**Q.** I have six calculations of the second ionisation energy of hafnium, Hf$^+$ to Hf$^{2+}$. They are scalar-relativistic Kohn-Sham atoms without spin polarisation, alike in everything but the functional, and the labels are gone. Can you restore them from the numbers?

Quantum ESPRESSO 7.5 (ld1.x), all-electron scalar-relativistic Kohn-Sham atoms without spin polarisation, with spherically averaged open shells and a point nucleus. Hf+ ([Xe] 4f14 5d1 6s2) and Hf2+ ([Xe] 4f14 5d2) have NIST's ground configurations. The ionisation energy is a difference of total energies; ε and the mean radius belong to the 5d level of Hf+. Candidates: LDA-GL, PBEsol, B86b-PBEc, LDA-HL, RPBE, BLYP.

| row | ionisation energy (eV) | −ε(highest occupied) (eV) | highest level mean radius (bohr) | computed less table (eV) |
| --- | --- | --- | --- | --- |
| A | 15.6934 | 10.700 | 2.1700 | 1.08 |
| B | 16.0615 | 11.033 | 2.1628 | 1.45 |
| C | 15.8047 | 10.566 | 2.1738 | 1.19 |
| D | 15.4760 | 10.593 | 2.1705 | 0.866 |
| E | 15.6316 | 10.730 | 2.1665 | 1.02 |
| F | 16.0869 | 11.224 | 2.1515 | 1.48 |

**A.** Some of them. Call the ionisation energy $I$; it is the total energy of Hf$^{2+}$ less that of Hf$^+$. Call the eigenvalue of the highest occupied level $\varepsilon_{5d}$, since that level is 5d in each row, and its mean radius $\langle r\rangle$. The error column is $I$ less the same NIST value throughout, so it adds no clue. That leaves three numbers per row, and two of them give one order: F, B, E, A, D, C runs from the deepest 5d level to the shallowest and also from the smallest radius to the largest. $I$ gives another order: F, B, C, A, E, D. The disagreement between the two orders is the useful part.

**Q.** Before that: why is $-\varepsilon_{5d}$ some 5 eV below $I$? I was taught that the two should be close.

**A.** Because no electron is taken from 5d. Hf$^+$ is $5d^1 6s^2$, and Hf$^{2+}$ is $5d^2$, by the configurations you give with the table. Calling this the removal of a 6s electron would hide a double move: both 6s electrons leave their shell, one departs and one enters 5d. Follow this with a parameter $\lambda$ from 0 to 1, with occupations $n_{6s}=2-2\lambda$ and $n_{5d}=1+\lambda$. Janak's theorem, $\partial E/\partial n_i=\varepsilon_i$, holds only approximately with a scalar-relativistic density, but it gives

$$I\approx\int_0^1\left(2|\varepsilon_{6s}|-|\varepsilon_{5d}|\right)d\lambda = J+K ,\qquad J=2|\varepsilon_{6s}|-|\varepsilon_{5d}|\ \text{in Hf}^+ .$$

$K$ collects the deepening of both levels as the net charge rises from one to two. Less charge then repels the electrons that remain, and a semilocal functional, whose exchange does not fully cancel the Hartree self-repulsion of a fractional electron, lets the eigenvalues sink steadily along the path. The gap is therefore

$$I-|\varepsilon_{5d}|\approx 2\left(|\varepsilon_{6s}|-|\varepsilon_{5d}|\right)+K .$$

The first term is positive, because 5d is the highest occupied level and the filled 6s lies below it, helped by the relativistic contraction of 6s and the expansion of 5d. $K$ is positive too, as long as 6s deepens by more than half as much as 5d. Your table doesn't list the 6s level, so it can't say how the gap divides between the two. A deeper 5d level, taken alone, lowers $I$.

**Q.** Then why do the two rows with the deepest 5d, F and B, have the highest $I$?

**A.** Suppose a change of functional lowered the potential by the same $\delta$ everywhere in the valence region of both ions. Each level would sink by $\delta$, and $I$ would rise by $2\delta-\delta=\delta$, while the orbitals kept their shape. So $I$ and $-\varepsilon_{5d}$ should move together with slope one and a fixed gap. The numbers bear this out in outline. Five rows have gaps from 4.86 eV (F) to 5.03 eV (B), with a plain mean of 4.93 eV and an rms scatter of 0.065 eV, and a least-squares line through them has slope 1.00, which rests mostly on the step between the pair F, B and the other three rows. Row C, left out of that mean, has a gap of 5.24 eV, which is 0.305 eV above it. It stays the worst row when included: the mean of six is 4.985 eV, C is 0.254 eV above that, and the slope of the line falls to 0.78.

The radii agree with a mostly uniform shift. They span 1.0 % of their mean while $-\varepsilon_{5d}$ spans 6.1 %. If the radius were set by the decay of the tail it would scale as $|\varepsilon|^{-1/2}$; a log-log least-squares fit to the six rows gives an exponent of $-0.15$. The radius responds to the slope of the change in potential, the eigenvalue to its average.

**Q.** Which functionals lower the potential most?

**A.** The two LDAs, by a standard argument. Uniform-gas correlation overestimates the correlation energy of an atom, and its potential is attractive, more than 1 eV at valence densities. The gradient term of a PBE-type correlation cuts this back where the density falls off fast, and LYP is weaker from the start. Gradient-corrected exchange adds binding energy, mostly in the core, and usually does not restore the depth of the valence levels. Part of the step may also come from these two parametrisations themselves, since the PBE family rests on a different fit to the uniform gas. The list has two LDAs, and the largest step in $-\varepsilon_{5d}$, 0.303 eV between B and E, cuts off exactly two rows. The same two lead in $I$, by 0.257 eV over C. I assign F and B to LDA and am fairly sure of it.

**Q.** And which is which? Their ionisation energies differ by only 0.025 eV.

**A.** Here the formulas decide. Both use Slater exchange and a correlation potential $v_c=-c\ln(1+r_0/r_s)$, where $r_s=(3/4\pi n)^{1/3}$ measures the local density $n$. The defining constants, as I recall them, are $c=0.0333$ hartree and $r_0=11.4$ bohr for Gunnarsson-Lundqvist (GL), and $c=0.0225$ hartree and $r_0=21$ bohr for Hedin-Lundqvist (HL). GL is the deeper one by 0.389 eV at $r_s=1$, by 0.228 eV at 2, by 0.100 eV at 4 and by 0.014 eV at 8. The sign is the same over this whole range, so GL has the deeper 5d level. The difference also grows inwards, which pulls the orbital in. F is deeper than B by 0.191 eV and smaller by 0.0113 bohr, three times the change of radius from B to E over a larger step in eigenvalue. Given the pair, F is GL and B is HL, and this is the surest of my assignments.

**Q.** A uniform shift would have put 0.19 eV between their ionisation energies as well. Where did it go?

**A.** The shift is not uniform, and the two shells enter with opposite signs. Take first-order shifts $\Delta_{5d}$ and $\Delta_{6s}$, assumed constant along the path, so that $\Delta I=2\Delta_{6s}-\Delta_{5d}$. With $\Delta I=0.025$ eV and $\Delta_{5d}=0.191$ eV, this requires $\Delta_{6s}=(0.025+0.191)/2=0.108$ eV. Now ask at which densities the two potentials differ by these amounts. At $r_s=2.4$,

$$0.0333\ln 5.75-0.0225\ln 9.75=0.0582-0.0512=0.0070\ \text{hartree}=0.19\ \text{eV},$$

and at $r_s=3.8$ the same expression gives 0.0040 hartree, or 0.11 eV. These two $r_s$ values were solved for, one from each datum, so they predict nothing, and they ignore the screening response of the other electrons. Their worth is that they are sensible. The 5d electron, at about 2.2 bohr, sees a higher density than the more diffuse 6s, so it should have the smaller $r_s$, as it does. So I read the near-equality as a cancellation: two diffuse electrons each lose a small extra binding and one compact electron gains a large one. For an ion that simply loses one 6s electron the same argument would put GL above HL by about 0.1 eV, and for loss of a 5d electron by about 0.2 eV.

**Q.** Four GGAs remain. C and D differ by 0.027 eV in $-\varepsilon_{5d}$, E and A by 0.030 eV. Is that not hopeless?

**A.** The eigenvalue can't separate them, but C and D differ by 0.329 eV in $I$. C has the shallowest 5d level of the six and the highest $I$ of the four. Among the candidates, BLYP is the only one whose correlation is not built on the uniform gas; the other three GGAs share the PBE form. A functional of another construction is the natural one to fall off a line that the others follow, so I call C BLYP. This is likely but rests on kinship, since I have not derived the sign of the deviation.

For D, E and A I use a softer rule: the stronger the gradient enhancement of exchange at the moderate and large gradients of the valence region, the further I expect the row to lie from LDA. I have not derived this rule. PBEsol has the weakest gradient term, and RPBE is designed to rise steeply towards its bound. Of these three rows, D is the furthest from F and B in eigenvalue, radius and $I$ alike, so it is hardly PBEsol, and I take it as RPBE. That is plausible only, as B86b is no weak correction either and the radii of A and D differ by just 0.0005 bohr.

E and A are ambiguous. E is nearer LDA in eigenvalue and radius, but A is nearer in $I$, by 0.062 eV. That difference exceeds the 0.005 to 0.024 eV by which GGA totals are known to lie low in these runs, so it is probably real, and it points the other way. Eigenvalue and radius reflect the potential of one state, while $I$ is a partly cancelling difference over two shells, so I trust the former: E is PBEsol, A is B86b-PBEc. Treat that as a guess with a reason.

The rows with their labels, where "6s" in the second column stands for the double move described above:

| functional | electron removed from | ionisation energy (eV) | −ε(highest occupied) (eV) | highest level mean radius (bohr) | NIST table (eV) | kind of table value | stated uncertainty (eV) | computed less table (eV) |
| --- | --- | --- | --- | --- | --- | --- | --- | --- |
| RPBE | 6s | 15.4760 | 10.593 | 2.1705 | 14.61 | theory | 0.04 | 0.866 |
| LDA-GL | 6s | 16.0869 | 11.224 | 2.1515 | 14.61 | theory | 0.04 | 1.48 |
| BLYP | 6s | 15.8047 | 10.566 | 2.1738 | 14.61 | theory | 0.04 | 1.19 |
| PBEsol | 6s | 15.6316 | 10.730 | 2.1665 | 14.61 | theory | 0.04 | 1.02 |
| LDA-HL | 6s | 16.0615 | 11.033 | 2.1628 | 14.61 | theory | 0.04 | 1.45 |
| B86b-PBEc | 6s | 15.6934 | 10.700 | 2.1700 | 14.61 | theory | 0.04 | 1.08 |

**Q.** All six match. Does that confirm the mechanism?

**A.** Only in part. The match agrees with the LDA reasoning, which had a formula behind it, but it says little about E against A, where a coin would be right half the time. 
With the labels known, the fuller outputs of the RPBE, PBEsol and BLYP runs can be brought in. They put the filled 6s level of Hf$^+$ 1.16 to 1.20 eV below 5d. Twice that is roughly half the gap between $I$ and $|\varepsilon_{5d}|$, and $K$ is the remainder. They also put 6s at about 3.1 bohr, and the density falls to $r_s=6.2$ only near 4.6 bohr, so the values of 2.4 and 3.8 inferred for 5d and 6s are in a sensible range.

The same 6s levels allow a sharper check of $I=J+K$. Fix $K$ on RPBE alone: $J=2(11.757)-10.593=12.921$ eV and $K=15.476-12.921=2.555$ eV. PBEsol was not used for this. Its $J$ is 13.059 eV, so the prediction is $13.059+2.555=15.614$ eV against the computed 15.632 eV. The miss of 0.017 eV is within the known fault of the totals, so for this pair the shift of the two levels accounts for the difference in $I$.

For BLYP the same step gives $12.967+2.555=15.522$ eV against 15.805 eV, a miss of 0.283 eV. This removes the simplest explanation of row C, a 6s level deep relative to 5d. The s–d separation is 1.201 eV against 1.164 eV for RPBE, worth about 0.07 eV in the gap. The rest sits in $K$, in how the levels move as the ion is charged and 5d fills. BLYP differs from RPBE in both exchange and correlation, but the B86b-PBEc row gives a hint. It pairs a related exchange, also by Becke, with PBE correlation, and its gap of 4.99 eV stays near the others, against 5.24 eV for BLYP. That makes LYP the likelier source; a run with BLYP's own exchange and PBE correlation would settle it.

**Q.** RPBE comes closest to NIST. Should I prefer it for 5d ions?

**A.** Not on this evidence. Each row is too high, from 0.866 eV (RPBE, 5.9 % of the NIST value) to 1.48 eV (LDA-GL, 10.1 %). The reference of 14.61 eV is itself theoretical, but the errors are 22 to 37 times its stated uncertainty. The mean error, 1.18 eV, is about twice the spread of 0.611 eV among the functionals, which points to something the six runs share.

Spin is the first suspect. Real Hf$^+$ is a doublet and $5d^2$ Hf$^{2+}$ a triplet, but both are computed with zero moment. The exchange energy gained by polarisation grows roughly as the square of the moment, so the dication, with two parallel spins, gains more than the cation with one. Allowing spin would lower $I$, in the direction needed; the direction is argued, and for the size I would say no more than tenths of an eV up to about one. Terms and spin-orbit splitting are also averaged away, whereas the NIST value joins two lowest levels, and for a $5d$ ion these splittings are not small. Breit and QED terms are missing as well, though they should matter far less for valence electrons. With a common downward correction of unknown size, the row that ends nearest the reference could be any of them.

**Q.** Could the functionals also misplace $5d^2$ itself?

**A.** There is a hint of it in the B86b-PBEc run, where 5d deepens from 10.700 eV in Hf$^+$ to 16.724 eV in Hf$^{2+}$. If the levels move linearly with $\lambda$, the path average of $|\varepsilon_{5d}|$ is 13.71 eV, and Janak's integral needs an average $|\varepsilon_{6s}|$ of $(15.693+13.71)/2=14.70$ eV. Take the starting 6s level from the other three GGAs, 11.76 to 11.89 eV. The empty 6s level of Hf$^{2+}$ then ends near 17.5 to 17.6 eV, some 0.8 to 0.9 eV below the occupied 5d. An empty level under a filled one means that the energy falls when a little charge moves from 5d to 6s. This is one functional, a borrowed level and a linear interpolation, and it gives only the initial slope, which should flatten as the emptying 5d shell deepens.

If $5d^1 6s^1$ did lie lower at this level, part of the positive error would be a $5d^2$ state placed too high against 6s, either by the missing spin and term energy or by the s–d balance of semilocal functionals. Which configuration of Hf$^{2+}$ is lowest for each functional, with spin off and with spin on, and how much of the 1.18 eV survives once the triplet is allowed?
